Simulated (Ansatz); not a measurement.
## A series in volume per atom on BiPd

Results calculated with Ansatz 0.2.0, not measured. Periodic Kohn-Sham DFT of a crystal at fixed atoms; pressure and stress are positive in compression; the energy is the free energy less that of spherical unpolarised free atoms; site moments are those in the method's own spheres, positive along +z.

Cell of the first row (space group P6_3/mmc, No. 194):
```
CELL_PARAMETERS angstrom
4.14370 0.00000 0.00000
-2.07180 3.58850 0.00000
0.00000 0.00000 5.57380
ATOMIC_POSITIONS crystal
Bi 0.33333 0.66667 0.25000
Bi 0.66667 0.33333 0.75000
Pd 0.00000 0.00000 0.00000
Pd 0.00000 0.00000 0.50000
```

Settings of every row: method all-electron PAW; functional PBEsol; relativity scalar; k mesh 9x9x6; filling fermi-dirac; smearing width 0.03 eV; nucleus gaussian.

Atom start moment: 0 on all atoms.

Limits: no spin-orbit coupling on heavy atoms.

```
row  volume per atom (Å³)  pressure (GPa)
  1                 20.72           7.852
  2                21.161           4.976
  3                21.602           2.437
  4                21.822           1.283
  5                22.043           0.201
  6                22.263          -0.817
  7                22.484          -1.774
  8                22.924               ?
  9                23.365          -5.087
```

Question: what pressure should row 8 give?

Worked fit of pressure. Take u = (V_r/V)^(2/3) − 1 with V_r = 21.932 Å³ an atom, which is twice the finite (Eulerian) strain; such expansions in the strain, on which the Birch-Murnaghan equation of state is built, carry the rest volume and the bulk modulus. The shown rows have u = 0.03863, 0.02414, 0.01016, 0.00336, -0.00336, -0.00994, -0.01643, -0.04132. Least squares give pressure = 0.7377 + 161.694 × u + 543.61 × u² + 1009 × u³ GPa; a parabola predicts inner rows, each left out in turn, worse (root mean square 0.016 against 0.0043 GPa). The rows lie off it by -0.001, 0.004, -0.001, -0.004, 0.000, 0.000, 0.003, 0.000. The pressure vanishes at u = -0.0046, or V = 22.09 Å³ an atom, and there the bulk modulus at fixed shape and fractions is B = −V dP/dV = (2/3)(1 + u) dP/du = 104 GPa. Letting shape and atoms relax would as a rule lower it, by much in layered, chain or molecular crystals. The withheld row has u = -0.02906, so the fit gives 0.7377 + 161.694 × (-0.02906) + 543.61 × (-0.02906)² + 1009 × (-0.02906)³ = -3.527 GPa.

The calculation gave -3.527 GPa. The fit meets it to the printed digit.
